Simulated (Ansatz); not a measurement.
A family of molecules: the dipole moment

One atom is swapped for its congeners: CH5GaO `C[O][GaH2]`; CH5GaS `C[S][GaH2]`; Se(CH3)(GaH2). All are singlets with charge 0.

Shapes, held fixed at every level: PBE0-D4/def2-TZVP. Programs: Ansatz 0.2.0. Values in D.

```tsv
level	CH5GaO	CH5GaS	Se(CH3)(GaH2)
PBE-D4/def2-TZVPP	0.96	1.37	1.29
r2SCAN-D4/def2-TZVPP	1.01	1.45	1.38
B3LYP-D4/def2-TZVPP	1.08	1.38	1.30
wB97M-V/def2-TZVPP	1.12	1.38	1.31
```

At wB97M-V/def2-TZVPP the dipole moment isn't monotonic: it is largest for S and smallest for O (1.38 and 1.12 D). Every level shows the same order. Relativity is left out for Ga, Se unless named.

The dipole moment does not follow the electronegativity of the chalcogen: the oxygen compound, with the most polar Ga-chalcogen bond, has the smallest moment at every level. The total is a vector sum, and the hydridic Ga-H bonds oppose the Ga-chalcogen bond moment. Oxygen also normally prefers a wider C-O-Ga angle than its heavier congeners, so its two bond moments probably cancel more fully, and donation from its lone pair into the empty gallium p orbital may reduce the moment further. Sulfur and selenium favour narrower angles, and their similar electronegativities and lone pairs fit the small drop from S to Se. The dimethyl chalcogenides show the same order, which suggests that the pattern is not peculiar to gallium.

The step from O to S is less certain in size than in sign: it is clearly smaller with the two hybrids, mainly because they raise the oxygen value, whereas the S-Se difference barely changes. A total moment alone cannot separate the contributions of geometry, lone pairs and charge transfer.
